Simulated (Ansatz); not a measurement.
A series in volume scale on TaMo₂C₃

Free energy against uniform scaling of the volume at fixed shape and fractions; periodic cell, basis, potentials, k mesh and filling as listed. The results are calculated, by Ansatz 0.2.0.

The cell before it is scaled or strained (space group P-3m1, No. 164):
```
cell vectors (Å)
   3.1166     0.0000     0.0000
  -1.5583     2.6991     0.0000
   0.0000     0.0000     7.6863
atoms (fractions of the cell vectors)
Ta  0.00000  0.00000  0.00000
Mo  0.33333  0.66667  0.66923
Mo  0.66667  0.33333  0.33077
C   0.00000  0.00000  0.50000
C   0.33333  0.66667  0.16792
C   0.66667  0.33333  0.83208
```

Settings of every row: functional PBE; dispersion none; potentials PAW; wave cutoff 500 eV; density cutoff 2000 eV; k mesh 9x9x3; k shift 0x0x0; occupations fermi dirac; smearing width 0.1 eV; spin none.

Limits: coarse k mesh, up to 40 meV an atom off; no spin-orbit coupling, which can matter with elements this heavy; the cell comes from a prototype or a list of computed structures and needn't be the stable phase.

| row | volume scale | V (Å³/atom) | energy above lowest point (meV/atom) |
| --- | --- | --- | --- |
| 1 | 0.88 | 9.483 | 170.5 |
| 2 | 0.92 | 9.914 | 64.4 |
| 3 | 0.96 | 10.345 | 11 |
| 4 | 1 | 10.776 | 0 |
| 5 | 1.04 | 11.207 | 23.3 |
| 6 | 1.08 | 11.638 | ? |
| 7 | 1.12 | 12.069 | 147.4 |

Question: what energy above lowest point should row 6 give?

Worked fit of energy above lowest point. Take u = (V_r/V)^(2/3) − 1 with V_r = 10.561 Å³ an atom, which is twice the finite (Eulerian) strain; such expansions in the strain, on which the Birch-Murnaghan equation of state is built, carry the rest volume and the bulk modulus. The shown rows have u = 0.07442, 0.04305, 0.01387, -0.01335, -0.03881, -0.08514. Least squares give energy above lowest point = 0.75 + 389.1 × u + 25132 × u² + 3890 × u³ meV/atom; a parabola predicts inner rows, each left out in turn, worse (root mean square 0.63 against 0.039 meV/atom). All shown rows lie on it to the printed digit. Its lowest point lies at u = -0.0078, or V = 10.69 Å³ an atom, and the curvature there gives the bulk modulus at fixed shape and fractions, B = (4/9)(1 + u)² E″(u)/V = 329 GPa. Letting shape and atoms relax would as a rule lower it, by much in layered, chain or molecular crystals. The withheld row has u = -0.06269, so the fit gives 0.75 + 389.1 × (-0.06269) + 25132 × (-0.06269)² + 3890 × (-0.06269)³ = 74.2 meV/atom.

The calculation gave 74.2 meV/atom. The fit meets it to the printed digit.
